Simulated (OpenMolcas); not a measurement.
**Predicting a hybrid from its neighbours: GeH2Cl2 (dichlorogermane)**

GeH2Cl2: 5 atoms, total charge 0, spin state singlet. As SMILES, `[Cl][GeH2][Cl]`. The shape is that of a PBE0-D4/def2-TZVP optimisation.

The dipole moment y, in D, basis def2-SVPD; a is the functional's share of exact exchange. Programs: OpenMolcas 26.06.

| functional | program | a | y (D) |
| --- | --- | --- | --- |
| BLYP | OpenMolcas | 0 | 1.91 |
| r2SCAN | OpenMolcas | 0 | 2.00 |
| B3LYP | OpenMolcas | 0.2 | 2.01 |
| PBE0 | OpenMolcas | 0.25 | ? |
| BHLYP | OpenMolcas | 0.5 | 2.11 |

**Question.** Fit y = c + s·a to the known rows and predict PBE0.

**Answer.** 
1. Means of the 4 rows: a = 0.1750, y = 2.007.
2. Σ(Δa)² = 0.1675, Σ(Δa·Δy) = 0.05175, so the slope is 0.05175/0.1675 = 0.30896.
3. Intercept: 2.007 − (0.30896) × 0.1750 = 1.953. The largest residual of the fit is 0.047.
4. PBE0: 1.953 + (0.30896) × 0.25 = 2.03 D.

The run gave 2.04 D, so the prediction is off by -0.01 D, within the largest residual. More exact exchange makes the molecule more polar here. The rows mix families of semi-local functionals, which the line can't see.

The dipole of GeH2Cl2 comes mainly from the two polar Ge–Cl bonds, whose components add along the bisector of the Cl–Ge–Cl angle with the negative end towards chlorine. The weakly hydridic Ge–H bonds probably offset a little of it. Since all the functionals share one geometry, the rise from 1.91 D with BLYP to 2.11 D with BHLYP reflects a redistribution of electron density, not a change in bond lengths or angles, and probably arises because exact exchange curbs the over-delocalisation of chlorine density back towards germanium.

Exchange share is not the only control, however. r2SCAN, with none, gives 2.00 D, practically the B3LYP value, so changing the semi-local form can matter as much as adding a moderate exact-exchange admixture. The good PBE0 estimate therefore supports a local interpolation for this molecule, not a general linear law or a transferable slope. Without a measured or high-level correlated dipole, the numbers do not show which functional describes the polarity best.
